\section*{Premises and conventions}

I treat one particle of mass $m$ and charge $q$ (for the electron $q=-e$, $e>0$) in prescribed classical fields, in SI units. My premises are these.
(P1) The fields derive from potentials, $\mathbf B=\nabla\times\mathbf A$ and $\mathbf E=-\nabla\phi-\partial_t\mathbf A$, twice differentiable except at material surfaces, where $\mathbf A$ stays continuous.
(P2) Minimal coupling: the potentials enter only through
\begin{equation}
\boldsymbol\pi=-i\hbar\nabla-q\mathbf A,\qquad \pi_0=i\hbar\partial_t-q\phi .
\label{def}
\end{equation}
(P3) The wave function is single valued.
The Klein--Gordon and Dirac equations then read
\begin{align}
(\pi_0^2-c^2\boldsymbol\pi^2-m^2c^4)\psi&=0, \label{kg}\\
(\pi_0-c\,\boldsymbol\alpha\cdot\boldsymbol\pi-\beta mc^2)\psi&=0, \label{dirac}
\end{align}
with constant Hermitian matrices obeying $\alpha_i\alpha_j=\delta_{ij}+i\epsilon_{ijk}\Sigma_k$, $\alpha_i\beta+\beta\alpha_i=0$, $\beta^2=1$, where $\Sigma_k=\mathrm{diag}(\sigma_k,\sigma_k)$ and $\epsilon_{123}=+1$. Repeated indices are summed, and loops are oriented relative to their surface normals by the right-hand rule.

\section*{Step 1: covariance}

I take a real, smooth, single-valued $\chi(\mathbf r,t)$ and set
\begin{equation}
\mathbf A'=\mathbf A+\nabla\chi,\qquad \phi'=\phi-\partial_t\chi,\qquad \psi'=U\psi,\qquad U=e^{iq\chi/\hbar}.
\end{equation}
The fields do not change, because $\nabla\times\nabla\chi=0$ and $\nabla\partial_t\chi=\partial_t\nabla\chi$. The product rule gives $-i\hbar\nabla(U\psi)=U(-i\hbar\nabla+q\nabla\chi)\psi$ and $i\hbar\partial_t(U\psi)=U(i\hbar\partial_t-q\,\partial_t\chi)\psi$. Hence
\begin{align}
\boldsymbol\pi'\psi'&=U(-i\hbar\nabla+q\nabla\chi-q\mathbf A-q\nabla\chi)\psi=U\boldsymbol\pi\psi,\\
\pi_0'\psi'&=U(i\hbar\partial_t-q\,\partial_t\chi-q\phi+q\,\partial_t\chi)\psi=U\pi_0\psi .
\end{align}
Since $\psi$ is arbitrary,
\begin{equation}
\boldsymbol\pi'=U\boldsymbol\pi U^{-1},\qquad \pi_0'=U\pi_0U^{-1}.
\label{cov}
\end{equation}
The operator is covariant, not invariant: it changes its form, by the same $U$ as the state. Products inherit the rule, $\pi_i'\pi_j'=U\pi_iU^{-1}U\pi_jU^{-1}=U\pi_i\pi_jU^{-1}$, and $U$ is a scalar that commutes with $\boldsymbol\alpha$ and $\beta$. The left sides of \eqref{kg} and \eqref{dirac} therefore acquire only the factor $U$, so $\psi'$ solves the primed equation exactly when $\psi$ solves the original one. Because $|U|=1$, the bilinears $\psi^\dagger\psi$, $c\psi^\dagger\boldsymbol\alpha\psi$ and $\psi^\dagger\boldsymbol\pi\psi$ are invariant, and with the last one the Klein--Gordon current, which is proportional to $\mathrm{Re}\,\psi^*\boldsymbol\pi\psi$. The canonical momentum fails the test: $\psi'^\dagger(-i\hbar\nabla)\psi'=\psi^\dagger(-i\hbar\nabla)\psi+q\nabla\chi\,\psi^\dagger\psi$.

\section*{Step 2: commutators}

For any function $f$ acting by multiplication, $[\partial_i,f]\psi=\partial_i(f\psi)-f\partial_i\psi=(\partial_if)\psi$. Derivatives commute among themselves, and so do functions. Only cross terms survive:
\begin{align}
[\pi_i,\pi_j]&=[-i\hbar\partial_i,-qA_j]+[-qA_i,-i\hbar\partial_j]\nonumber\\
&=i\hbar q\,(\partial_iA_j-\partial_jA_i).
\end{align}
With $B_k=\epsilon_{klm}\partial_lA_m$ and $\epsilon_{ijk}\epsilon_{klm}=\delta_{il}\delta_{jm}-\delta_{im}\delta_{jl}$ I get $\epsilon_{ijk}B_k=\partial_iA_j-\partial_jA_i$, so
\begin{equation}
[\pi_i,\pi_j]=i\hbar q\,\epsilon_{ijk}B_k .
\label{comm}
\end{equation}
The same rule with time gives
\begin{equation}
[\pi_0,\pi_i]=[i\hbar\partial_t,-qA_i]+[-q\phi,-i\hbar\partial_i]=-i\hbar q\,(\partial_tA_i+\partial_i\phi)=i\hbar qE_i .
\end{equation}
By \eqref{cov} a commutator transforms as $U[\cdot,\cdot]U^{-1}$; these ones are functions, commute with $U$, and are thus fully invariant, in line with the invariance of $\mathbf E$ and $\mathbf B$.

I need two consequences later. First, with $H=c\boldsymbol\alpha\cdot\boldsymbol\pi+\beta mc^2+q\phi$,
\begin{align}
\frac{d\pi_i}{dt}&=\frac{i}{\hbar}c\alpha_j[\pi_j,\pi_i]+\frac{iq}{\hbar}[\phi,\pi_i]-q\,\partial_tA_i\nonumber\\
&=-q\,c\alpha_j\epsilon_{jik}B_k-q\,\partial_i\phi-q\,\partial_tA_i=q\,(\mathbf E+c\boldsymbol\alpha\times\mathbf B)_i ,
\label{lorentz}
\end{align}
the Lorentz force with velocity operator $c\boldsymbol\alpha$. Second, since $\epsilon_{ijk}\pi_i\pi_j=\tfrac12\epsilon_{ijk}[\pi_i,\pi_j]=i\hbar qB_k$,
\begin{equation}
(\boldsymbol\alpha\cdot\boldsymbol\pi)^2=\boldsymbol\pi^2+i\Sigma_k\epsilon_{ijk}\pi_i\pi_j=\boldsymbol\pi^2-q\hbar\,\boldsymbol\Sigma\cdot\mathbf B .
\end{equation}
For static fields and energy $\mathcal E$ I write $W=\mathcal E-q\phi$ and $K=c\boldsymbol\alpha\cdot\boldsymbol\pi+\beta mc^2$, so that \eqref{dirac} is $(W-K)\psi=0$. Acting with $W+K$ gives $W^2-K^2+[K,W]$, where $[K,W]=-i\hbar c\,\boldsymbol\alpha\cdot\nabla W=-i\hbar cq\,\boldsymbol\alpha\cdot\mathbf E$ and the cross terms in $K^2$ cancel by anticommutation:
\begin{equation}
\left[W^2-c^2\boldsymbol\pi^2-m^2c^4+q\hbar c^2\,\boldsymbol\Sigma\cdot\mathbf B-i\hbar cq\,\boldsymbol\alpha\cdot\mathbf E\right]\psi=0 .
\label{sq}
\end{equation}
Spin enters only where fields are nonzero.

\section*{Step 3: transport round a closed path}

At fixed time I define $T(\mathbf a)=\exp(-i\mathbf a\cdot\boldsymbol\pi/\hbar)$ for a constant vector $\mathbf a$, and claim
\begin{equation}
[T(s\mathbf a)\psi](\mathbf r)=\exp\left[\frac{iq}{\hbar}\int_0^s g(\mathbf r-u\mathbf a)\,du\right]\psi(\mathbf r-s\mathbf a),\qquad g=\mathbf a\cdot\mathbf A .
\label{T}
\end{equation}
Call the right side $f$ and its exponential $w$. Then $\partial_sf=(iq/\hbar)g(\mathbf r-s\mathbf a)f-w\,\mathbf a\cdot\nabla\psi$. Since $\mathbf a\cdot\nabla g(\mathbf r-u\mathbf a)=-\partial_ug(\mathbf r-u\mathbf a)$, also
\begin{equation}
-\mathbf a\cdot\nabla f=\frac{iq}{\hbar}\left[g(\mathbf r-s\mathbf a)-g(\mathbf r)\right]f-w\,\mathbf a\cdot\nabla\psi .
\end{equation}
Comparing, $\partial_sf=[-\mathbf a\cdot\nabla+(iq/\hbar)g(\mathbf r)]f=-(i/\hbar)\,\mathbf a\cdot\boldsymbol\pi f$, and $f=\psi$ at $s=0$. This is the first-order equation that defines $T(s\mathbf a)$, which proves \eqref{T}. At $s=1$ the exponent is $iq/\hbar$ times the line integral of $\mathbf A$ along the segment from $\mathbf r-\mathbf a$ to $\mathbf r$.

For steps $\mathbf a_1,\dots,\mathbf a_n$ with zero sum the shifts cancel and the exponents add. Refining the polygon to a curve $C$ and using Stokes' theorem on a surface $S$ that $C$ bounds,
\begin{equation}
T(\mathbf a_n)\cdots T(\mathbf a_1)=e^{i\theta_C},\qquad
\theta_C=\frac q\hbar\oint_C\mathbf A\cdot d\mathbf l=\frac q\hbar\int_S\mathbf B\cdot d\mathbf S=\frac{q\Phi}{\hbar},
\label{loop}
\end{equation}
where $C$ starts and ends at $\mathbf r$ with $\mathbf a_1$ as first step. The choice of $S$ is immaterial because $\nabla\cdot\mathbf B=0$. An open segment changes under a gauge transformation by $q[\chi(\text{end})-\chi(\text{start})]/\hbar$; for a closed path this vanishes, so $\theta_C$ is invariant.

I check the sign against \eqref{comm}. For uniform $\mathbf B$ the commutator is a number, and $e^Xe^Y=e^{X+Y}e^{[X,Y]/2}$ holds. With $X=-i\mathbf b\cdot\boldsymbol\pi/\hbar$ and $Y=-i\mathbf a\cdot\boldsymbol\pi/\hbar$ I have $[X,Y]=-\hbar^{-2}\,i\hbar q\,(\mathbf b\times\mathbf a)\cdot\mathbf B$, so
\begin{equation}
T(-\mathbf a-\mathbf b)\,T(\mathbf b)\,T(\mathbf a)=\exp\left[\frac{iq}{\hbar}\,\frac{(\mathbf a\times\mathbf b)\cdot\mathbf B}{2}\right],
\end{equation}
which is the flux through the triangle, with the orientation of \eqref{loop}. The commutator is the local form of the loop phase.

One refinement matters. If the particle is excluded from the flux, its domain is multiply connected, and a $\chi$ that grows by $nh/|q|$ ($n$ an integer) on circling the flux still gives a single-valued $U$. It maps the problem with flux $\Phi$ on the one with $\Phi+nh/|q|$, so only $e^{iq\Phi/\hbar}$ is then observable.

\section*{Step 4: from transport to interference}

Equation \eqref{loop} is kinematics; I still have to show that solutions carry this phase. I split $\mathbf A=\mathbf A_{\rm ext}+\mathbf A_{\rm t}$, where $\mathbf A_{\rm t}$ is the static potential of the toroid and $\mathbf A_{\rm ext}$, $\phi$ describe the lenses and the biprism. In a simply connected region $D$ where $\nabla\times\mathbf A_{\rm t}=0$, the integral $\Lambda(\mathbf r)=\int_{\mathbf r_0}^{\mathbf r}\mathbf A_{\rm t}\cdot d\mathbf l$ is independent of the path inside $D$, and $\nabla\Lambda=\mathbf A_{\rm t}$. Step 1 with $\chi=\Lambda$ then says that $\psi=e^{iq\Lambda/\hbar}\psi^{(0)}$ solves \eqref{kg} or \eqref{dirac} in $D$ exactly when $\psi^{(0)}$ solves it without the toroid. No expansion in $\mathbf A_{\rm t}$ is made, and no $\mathbf A_{\rm t}^2$ correction is left over.

Let partial wave 1 stay in a region $D_1$ that threads the hole and partial wave 2 in a region $D_2$ that passes outside, both containing the source point $\mathbf r_0$ and the detector. Upstream $\Lambda_1=\Lambda_2$. Downstream $\Lambda_1-\Lambda_2$ is the integral out along 1 and back along 2, which is the flux $\Phi$ in the toroid. The density at the detector is
\begin{equation}
\psi^\dagger\psi=|\psi_1^{(0)}|^2+|\psi_2^{(0)}|^2+2\,\mathrm{Re}\left[e^{iq\Phi/\hbar}\,\psi_2^{(0)\dagger}\psi_1^{(0)}\right].
\label{int}
\end{equation}
The fringes shift by $q\Phi/\hbar$ relative to a hologram without the toroid, independently of energy, mass and spin, although by \eqref{lorentz} the toroid exerts no force on either wave. This is the effect discussed by Aharonov and Bohm in 1959.

\section*{Step 5: the toroid}

I model the permalloy as a flat ring, $a<\rho<b$, thickness $t$, axis $z$ along the beam, magnetised as $\mathbf M=M_s\hat{\boldsymbol\varphi}$, anticlockwise seen from $+z$. This $\mathbf M$ has no divergence and no normal component on any face, so $\nabla\cdot\mathbf H=0$ everywhere. With no free current $\nabla\times\mathbf H=0$, and decay at infinity forces $\mathbf H=0$. Thus $\mathbf B=B\hat{\boldsymbol\varphi}$ with $B=\mu_0M_s$ inside, $\mathbf B=0$ outside, and $\Phi=Bt(b-a)$. A loop going along $+z$ through the hole and returning outside has its normal along $+\hat{\boldsymbol\varphi}$ where its surface cuts the ring, so this sign is the one in \eqref{int}.

As a direct test I use the Coulomb gauge. There $\nabla\times\mathbf A=\mathbf B$ and $\nabla\cdot\mathbf A=0$ copy the equations for the magnetic field of a current, so a thin flux ring of radius $R$ has, by the Biot--Savart law with $\mu_0I\to\Phi$,
\begin{equation}
A_z(0,z)=\frac{\Phi R^2}{2(R^2+z^2)^{3/2}},\qquad \int_{-L}^{L}A_z\,dz=\frac{\Phi L}{\sqrt{R^2+L^2}}\to\Phi .
\end{equation}
At finite $L$ the remainder is supplied by the rest of the loop; only the total is invariant.

A thin bare ring transmits fast electrons, and paths through the metal need an approximation. Dropping the last two terms of \eqref{sq} and setting $\psi\propto e^{iS/\hbar}$ with slowly varying amplitude gives $c^2(\nabla S-q\mathbf A)^2=W^2-m^2c^4$. For nearly straight rays along $z$, $\partial_zS\simeq qA_z+\sqrt{W^2-m^2c^4}/c$. To first order in $\phi$ the root is $p-q\phi/v$, with $pc=\sqrt{\mathcal E^2-m^2c^4}$ and $v=pc^2/\mathcal E$. Relative to an outside ray, a ray at $a<\rho<b$ encloses the flux $Bt(b-\rho)$, and an electron crossing a mean inner potential $V_0>0$ has
\begin{equation}
\theta(\rho)=-\frac{eBt}{\hbar}(b-\rho)+\frac{eV_0t}{\hbar v}.
\label{prof}
\end{equation}
Its slope gives $\hbar\,d\theta/d\rho=eBt$. Equation \eqref{lorentz}, integrated along the ray with $c\boldsymbol\alpha\,dt\to\hat{\mathbf z}\,dz$, gives $\Delta\pi_\rho=-eBt\,(\hat{\mathbf z}\times\hat{\boldsymbol\varphi})_\rho=+eBt$, the same momentum. In a transparent ring the phase can be followed across the metal, so the integer part of $e\Phi/h$ is countable, unlike in the excluded case.

\section*{Range of validity}

Steps 1 to 3 are operator identities. They hold at any energy and field strength, given (P1) to (P3), and for any further scalar potential. They fail to describe the physics only where the one-particle picture does (pair creation, quantised radiation). An anomalous-moment term lies outside (P2), but it contains only $\mathbf E$ and $\mathbf B$, so it keeps the covariance and vanishes where the fields do.

Equation \eqref{int} needs more: (i) a toroid flux that is static during the exposure, since a changing flux induces $\mathbf E$ and the invariant phase becomes $(q/\hbar)\oint(\mathbf A\cdot d\mathbf l-\phi\,dt)$ over a loop in spacetime; (ii) no leakage field on the paths; (iii) partial waves confined to $D_1$ and $D_2$, which excludes points within a Fresnel width of the edges; (iv) mutual coherence of the two waves; (v) external fields and support film that are the same with and without the toroid, and weak enough at the specimen to leave the closed magnetisation intact. Equation \eqref{prof} needs in addition small deflection, $eV_0\ll pv$, and the neglect of Bragg and inelastic scattering in the metal.

\section*{Numerical illustration}

My inputs are assumed: $a=1.5\ \mu$m, $b=2.5\ \mu$m, $t=20$ nm, kinetic energy 150 keV, $B=1.0$ T as typical of permalloy near saturation, and $V_0\approx25$ V as an approximate value. Toroids of this kind were used by Tonomura and co-workers in 1982, and with a niobium cover in 1986; my dimensions are not theirs. The width is $1.0\ \mu$m, and
\begin{equation}
\Phi=2.0\times10^{-14}\ \mathrm{Wb},\qquad \frac he=4.136\times10^{-15}\ \mathrm{Wb},\qquad \theta=-\frac{e\Phi}{\hbar}=-30\ \mathrm{rad},
\end{equation}
a shift of $e\Phi/h=4.8$ fringes between hole and outside. Across the metal, contours $2\pi$ apart are spaced by $h/eBt=0.21\ \mu$m. For the mean radius $R=2.0\ \mu$m and $L=10\ \mu$m the axial integral collects the fraction 0.98 of $\Phi$.

The beam has $\mathcal E=661.0$ keV, $pc=419.3$ keV, wavelength $h/p=2.957$ pm and $v/c=0.634$. None of these enters $\theta$; they fix the other terms:
\begin{itemize}
\item Inner potential: $e/\hbar v=7.99\times10^{6}\ \mathrm{rad\,V^{-1}m^{-1}}$, so $eV_0t/\hbar v=4.0$ rad, 13 per cent of $|\theta|$. It is a step at each edge for rays through the metal and is absent from the comparison of hole and outside.
\item Deflection in the metal: $eBt/p=1.4\times10^{-5}$ rad. The transverse kinetic term dropped in \eqref{prof} adds $\int_0^t(eBz)^2dz/2p\hbar=(eB)^2t^3/6p\hbar=1.4\times10^{-6}$ rad in magnitude.
\item Spin terms of \eqref{sq}: $\boldsymbol\Sigma\cdot\mathbf B=\pm B$ shifts $p^2$ by $e\hbar B$ in magnitude, hence $p$ by $e\hbar B/2p$ and the phase by $eBt/2p=7\times10^{-6}$ rad. The $\boldsymbol\alpha\cdot\mathbf E$ term, treated in the same way, changes the amplitude at the entrance face by a fraction $eV_0/2pc=3\times10^{-5}$, undone at the exit face.
\item Edge diffraction over the thickness: $\sqrt{ht/p}=0.24$ nm.
\item Leakage: one per cent of $\Phi$ leaving the ring is worth 0.30 rad.
\end{itemize}
The 30 rad belongs to the model, not to a specimen. If an assumed 1 nm on each face were nonmagnetic, the flux would fall by 10 per cent and $|\theta|$ to 27 rad, so the fractional part of the fringe count is not predicted.

A thick superconducting cover with an opaque overlayer removes both leakage and penetration. In the pair picture the supercurrent is proportional to $\hbar\nabla\vartheta+2e\mathbf A$, with $\vartheta$ the phase of a pair of charge $-2e$. It vanishes deep in the cover, and single-valuedness, $\oint\nabla\vartheta\cdot d\mathbf l=2\pi n$, gives a total flux $|\Phi|=|n|h/2e$ and $|\theta|=|n|\pi$. The model's magnet supplies $2e\Phi/h=9.7$ such quanta, and the screening current makes up the difference to an integer; my inputs are too coarse to fix its parity.

The same loop phase applies, path by path, to a ring of copper wiring in a uniform normal field, provided the electron keeps its phase round the ring, which for micrometre sizes typically needs temperatures of order 1 K or below. For an assumed mean diameter $d=1.0\ \mu$m the phase advances by $2\pi$ for each $\Delta B=4h/\pi ed^2=5.3$ mT. Here the flux is not excluded from the metal: for a line 50 nm wide, paths along the outer and inner edges give the model's limits of 4.8 mT and 5.8 mT.